**Notes: the cheapest way to get the H fundamental in an octahedral well of Pd**

**The formula.** Take $V=\tfrac12 m\omega^2x^2+ax^3+bx^4$, $\ell^2=\hbar/m\omega$, $x=\ell(\hat a+\hat a^\dagger)/\sqrt2$. The quartic term enters in first order through $\langle x^4\rangle=\ell^4(6n^2+6n+3)/4$. The cubic term enters in second order. Its upward elements are $\langle n+1|(\hat a+\hat a^\dagger)^3|n\rangle=3(n+1)^{3/2}$ and $\langle n+3|(\hat a+\hat a^\dagger)^3|n\rangle=\sqrt{(n+1)(n+2)(n+3)}$, and the downward ones follow by shifting $n$. The four terms give

$$-9(n+1)^3+9n^3-\tfrac13(n+1)(n+2)(n+3)+\tfrac13n(n-1)(n-2)=-(30n^2+30n+11),$$

to be multiplied by $a^2\ell^6/8\hbar\omega$. Both shifts scale as $\hbar^2$:

$$\Delta E_n=\tfrac32 b\ell^4\left(n^2+n+\tfrac12\right)-\tfrac{15}{4}\frac{a^2\ell^6}{\hbar\omega}\left(n^2+n+\tfrac{11}{30}\right).$$

For $V=D(1-e^{-\alpha x})^2$ one has $a=-D\alpha^3$, $b=\tfrac7{12}D\alpha^4$, $\alpha^2\ell^2=\hbar\omega/2D$. With $\delta=(\hbar\omega)^2/4D$ the prefactors are $\tfrac78\delta$ and $\tfrac{15}8\delta$, and the sum is $-\delta(n+\tfrac12)^2$, the exact Morse anharmonicity. So Morse can't show me how the formula fails. It suits a bond stretch such as Si–H on a silicon surface, not my site: the octahedral site is an inversion centre, so $a=0$, and the well stiffens along a cube axis.

**A solvable stiffening well.** I use the Pöschl–Teller form $V=g\varepsilon\tan^2kx$, with $\varepsilon=\hbar^2k^2/2m$ and $g=\lambda(\lambda-1)$. With $\theta=kx+\pi/2\in(0,\pi)$,

$$H/\varepsilon+g=-\partial_\theta^2+g/\sin^2\theta .$$

Call the eigenvalue of the right side $W$. Setting $\psi=\sin^\lambda\theta\,P(z)$, $z=\cos\theta$, gives $(1-z^2)P''-(2\lambda+1)zP'+(W-\lambda^2)P=0$, and a polynomial of degree $n$ requires $W_n=(n+\lambda)^2$. The curvature gives $\hbar\omega=2\varepsilon\sqrt g$, and $(2\lambda-1)^2=4g+1$, so exactly

$$E_n=\varepsilon\left(n^2+n+\tfrac12\right)+\left(n+\tfrac12\right)\hbar\omega\sqrt{1+\eta^2},\qquad \eta=\varepsilon/\hbar\omega .$$

From $\tan^2y=y^2+\tfrac23y^4+\tfrac{17}{45}y^6+\dots$ and $k^2\ell^2=2\eta$ I get $b\ell^4=\tfrac23\varepsilon$. The formula supplies the first term and misses the square root.

Typical levels for dilute H in Pd are 69 meV for the fundamental and about 156 meV for the overtone along a cube axis. I chose $\lambda=7/2$ and $\varepsilon=8.625$ meV to mimic them: $E_1-E_0=8\varepsilon=69.0$ meV and $E_2-E_0=18\varepsilon=155$ meV, both fitted. Then $g=35/4$, $\hbar\omega=51.03$ meV, $\eta=0.169$. With an assumed mass of 1.008 u, $k=2.04$ Å$^{-1}$ and the walls, an artefact of the model, stand at $\pm0.77$ Å. My target is $E_1-E_0$, and error means approximate minus exact. One operation is one multiply-add or one division. Parity puts the two levels in separate problems, solved in turn, so work counts both and memory counts one.

**A. Perturbation series to order $\eta^K$.** In $\xi=x/\ell$, $V/\hbar\omega=\tfrac12\xi^2+\sum_j\eta^jw_j\xi^{2j+2}$. Put $\psi=e^{-\xi^2/2}\sum_r\eta^rP_r(\xi)$ and $E/\hbar\omega=n+\tfrac12+\sum_r\eta^re_r$:

$$-\tfrac12P_r''+\xi P_r'-nP_r=\sum_{j=1}^r\left(e_j-w_j\xi^{2j+2}\right)P_{r-j}.$$

$P_r$ has degree $n+4r$ and fixed parity, hence $2r+1$ coefficients for $n=0,1$. The right side costs $2\sum_j[2(r-j)+1]=2r^2$ and back-substitution $2(2r+1)$, together $2(r+1)^2$. Work is $4\sum_{r=1}^K(r+1)^2\sim\tfrac43K^3$, memory $(K+1)^2$, and the input is the Taylor series through $x^{2K+2}$. The error is the remainder of the binomial series of $\hbar\omega\sqrt{1+\eta^2}$, led by $-\tfrac12\hbar\omega\eta^2$ at $K=1$ (the formula), $+\tfrac18\hbar\omega\eta^4$ at $K=2,3$ and $-\tfrac1{16}\hbar\omega\eta^6$ at $K=4,5$. It falls roughly as $\eta^K$ for $\eta<1$. The harmonic value, $K=0$, is off by $-18.0$ meV.

**B. Sine basis.** In the functions $\sqrt{2/\pi}\sin j\theta$, the element of $1/\sin^2\theta$ is $2\min(j,l)$ for even $j-l$ and zero otherwise. For odd $j\le l$ this follows by writing both $\sin j\theta/\sin\theta$ and $\sin l\theta/\sin\theta$ as $1+2\cos2\theta+\dots$ and using orthogonality; even $j$ goes likewise with $2\cos\theta+2\cos3\theta+\dots$. Each block is $j^2\delta_{jl}+2g\min(j,l)$, odd $j$ for $n=0$, even $j$ for $n=1$, $M$ functions each. For $M=2$ the lowest roots are 12.2782 and 20.3426 against the exact 12.25 and 20.25. I treat the block as a generic dense matrix: $M(M+1)/2$ to fill, $2M^3/3$ (the leading count) to reduce to tridiagonal form, and ten trial energies, an assumed allowance, at $2M$ each for the determinant recurrence. Work is $M(M+1)+\tfrac43M^3+40M$ and memory $M(M+1)/2$. Since $\psi\sim\theta^\lambda$ at a wall, the coefficients fall as $j^{-(\lambda+1)}$, and the missing energy scales as $\sum_{j>2M}j^2c_j^2\propto M^{-(2\lambda-1)}=M^{-6}$. An odd integer $\lambda$ would end the expansion and flatter this method.

**C. Three-point grid.** Take $N$ interior points, $N$ even, with spacing $s=\pi/(N+1)$. The discrete kinetic operator is $2(1-\cos ps)/s^2=p^2-s^2p^4/12+\dots$ with $p=-i\partial_\theta$, so each level moves by $-\varepsilon s^2\langle p^4\rangle/12$, where $\langle p^4\rangle=\langle(g/\sin^2\theta-W)^2\rangle$. For $\psi_0=\sin^{7/2}\theta$ the averages of $\sin^{-2}\theta$ and $\sin^{-4}\theta$ are $7/6$ and $35/24$, giving 11.612. For $\psi_1=\psi_0\cos\theta$ they are $3/2$ and $21/8$, giving 79.477. The error of the fundamental is $-481.4\ \text{meV}/(N+1)^2$ plus terms of order $s^4$. Each parity block is tridiagonal with $N/2$ points, so the same ten trials cost $20N$ in all, and memory is $N/2$.

Asymptotically B and C both need work $\propto|\text{error}|^{-1/2}$, B as $M^3$ against $M^{-6}$ and C as $N$ against $N^{-2}$. Only the prefactors separate them.

| method | size | work | memory | error (meV) |
|---|---|---|---|---|
| A | $K=1$ | 16 | 4 | $-0.724$ |
| A | $K=2$ | 52 | 9 | $+0.0051$ |
| A | $K=4$ | 216 | 25 | $-7.3\times10^{-5}$ |
| B | $M=2$ | 97 | 3 | $+0.555$ |
| B | $M=3$ | 168 | 6 | $+0.040$ |
| B | $M=4$ | 265 | 10 | $+0.0073$ |
| B | $M=5$ | 397 | 15 | $+0.0020$ |
| C | $N=24$ | 480 | 12 | $-0.77$ |
| C | $N=72$ | 1440 | 36 | $-0.090$ |
| C | $N=220$ | 4400 | 110 | $-0.0099$ |

The A and B errors are full values. The C errors are the $s^2$ term, which the grid eigenvalues follow within one per cent at $N=24$ and 72.

**How far I trust A.** The $\eta^2$ term of the fundamental has two parts. Ladder algebra gives $-18\,b^2\ell^8/\hbar\omega=-8\varepsilon\eta=-11.66$ meV from the quartic term in second order. The sextic term $c_6x^6$, with $c_6\ell^6=\tfrac{34}{45}\varepsilon\eta$, gives $\tfrac{45}4c_6\ell^6=\tfrac{17}2\varepsilon\eta=+12.39$ meV in first order. The net is $+0.73$ meV. The small error at $K=1$ is therefore a cancellation peculiar to this well. Cut the potential at $x^4$, and the second-order term is 0.68 of the first-order shift $2\varepsilon=17.25$ meV, in a series that diverges factorially, as Bender and Wu showed. For a well with the same $b$ and another $c_6$ I must allow an error of the order of $8\varepsilon\eta$ at $K=1$ until I know $c_6$. Going to $K=2$ without $c_6$ would make this model much worse.

**Choices among the rows.** I keep two cases apart. Either the Taylor coefficients are available exactly, or only those through $x^4$ can be trusted, as when $V$ is known from noisy samples, and A stops at $K=1$. In that second case the closed-form elements of B are not available, and quadrature with $Q$ points on the half-well adds $QM(M+1)$ operations. The work of B becomes $97+6Q$, $168+12Q$ and $265+20Q$ for $M=2,3,4$, and its tabulated errors hold only if those $Q$ points converge the elements.

| requirement | exact Taylor series | series through $x^4$ only |
|---|---|---|
| error below 1 meV | A, $K=1$ | A, $K=1$ |
| below 0.1 meV | A, $K=2$ | B, $M=3$ ($Q<106$) |
| below 0.01 meV | A, $K=2$ | B, $M=4$ ($Q<207$) |
| budget 20 operations | A, $K=1$ | A, $K=1$ |
| budget 100 | A, $K=2$ | A, $K=1$ |
| budget 300 | A, $K=4$ | B, $M=3$ ($Q\le11$); B, $M=2$ ($Q\le33$); else A, $K=1$ |

With closed-form elements, at 0.1 and 0.01 meV, B costs 3.2 and 5.1 times as much as A at $K=2$, and C costs 8.6 and 17 times as much as B, so the grid never wins. With a sampled potential B stays ahead of C while $Q$ is below 106 and 207 at those two accuracies, and beyond that C with $N=72$ or 220 takes over. There $M=2$ exceeds a budget of 100 for any $Q$, and $M=4$ exceeds 300 from $Q=2$ on. The 1 meV entries rest on the cancellation. For a well whose sextic term I haven't seen I would pay the $97+6Q$ operations of $M=2$, or the $168+12Q$ of $M=3$, as a test. Quadrature is the larger part of these once $Q$ exceeds 16 and 14.

These errors measure how well each method solves the model, not Pd. The model has one coordinate and a rigid lattice. A coupling $c(x^2y^2+y^2z^2+z^2x^2)$ adds $c\ell^4$ to the fundamental in first order, since one quantum raises $\langle x^2\rangle$ by $\ell^2$ against $\langle y^2\rangle=\langle z^2\rangle=\ell^2/2$. For an isotropic $br^4$, $c=2b$, and that is $\tfrac43\varepsilon=11.5$ meV, larger than every error in the table. With a computed three-dimensional well I would spend effort on $c$ and $c_6$ before buying accuracy beyond $K=2$ or $M=3$.